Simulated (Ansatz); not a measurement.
Co: the change of energy above lowest point and pressure with volume scale

Results calculated with Ansatz 0.2.0, not measured. Free energy against uniform scaling of the volume at fixed shape and fractions; periodic cell, basis, potentials, k mesh and filling as listed.

The cell before it is scaled or strained (space group P6_3/mmc, No. 194):
```
CELL_PARAMETERS angstrom
2.50740 0.00000 0.00000
-1.25370 2.17150 0.00000
0.00000 0.00000 4.06990
ATOMIC_POSITIONS crystal
Co 0.33333 0.66667 0.25000
Co 0.66667 0.33333 0.75000
```

Settings of every row: functional PBE; dispersion none; potentials PAW; wave cutoff 500 eV; density cutoff 2000 eV; k mesh 13x13x7; k shift 0x0x0; occupations fermi dirac; smearing width 0.1 eV; spin collinear; SCF threshold exponent -9.

Limits: coarse k mesh, up to 40 meV an atom off; state may not be the lowest; stress loosely converged.

```
row  volume scale  V (Å³/atom)  energy above lowest point (meV/atom)  pressure (GPa)
  1           0.9        9.972                                  57.6            22.5
  2         0.925       10.249                                  25.9           14.39
  3          0.95       10.526                                   7.3            7.34
  4         0.975       10.803                                     0            1.23
  5             1        11.08                                   2.6           -4.05
  6         1.025       11.357                                     ?               ?
  7          1.05       11.634                                  31.9          -12.51
  8         1.075       11.911                                  56.5          -15.85
  9           1.1       12.188                                  86.4          -18.68
```

Question: what energy above lowest point and pressure should row 6 give?

Worked fit of energy above lowest point. Take u = (V_r/V)^(2/3) − 1 with V_r = 10.942 Å³ an atom, which is twice the finite (Eulerian) strain; such expansions in the strain, on which the Birch-Murnaghan equation of state is built, carry the rest volume and the bulk modulus. The shown rows have u = 0.06384, 0.04458, 0.02618, 0.00856, -0.00832, -0.04006, -0.055, -0.06937. Least squares give energy above lowest point = 0.2 − 155.9 × u + 16120 × u² + 6453 × u³ meV/atom; a parabola predicts inner rows, each left out in turn, worse (root mean square 0.45 against 0.05 meV/atom). The rows lie off it by 0.0, 0.0, 0.0, -0.1, 0.0, 0.0, 0.0, 0.0. The withheld row has u = -0.02451, so the fit gives 0.2 − 155.9 × (-0.02451) + 16120 × (-0.02451)² + 6453 × (-0.02451)³ = 13.6 meV/atom.

The calculation gave 13.6 meV/atom. The fit meets it to the printed digit.

Worked fit of pressure. Take u = (V_r/V)^(2/3) − 1 with V_r = 10.942 Å³ an atom, which is twice the finite (Eulerian) strain; such expansions in the strain, on which the Birch-Murnaghan equation of state is built, carry the rest volume and the bulk modulus. The shown rows have u = 0.06384, 0.04458, 0.02618, 0.00856, -0.00832, -0.04006, -0.055, -0.06937. Least squares give pressure = −1.515 + 312.66 × u + 969 × u² + 413 × u³ GPa; a parabola predicts inner rows, each left out in turn, worse (root mean square 0.029 against 0.0038 GPa). All shown rows lie on it to the printed digit. The withheld row has u = -0.02451, so the fit gives −1.515 + 312.66 × (-0.02451) + 969 × (-0.02451)² + 413 × (-0.02451)³ = -8.60 GPa.

The calculation gave -8.61 GPa. The fit lies 0.01 GPa (0.024 % of the column's range) above it, one unit of the last digit.
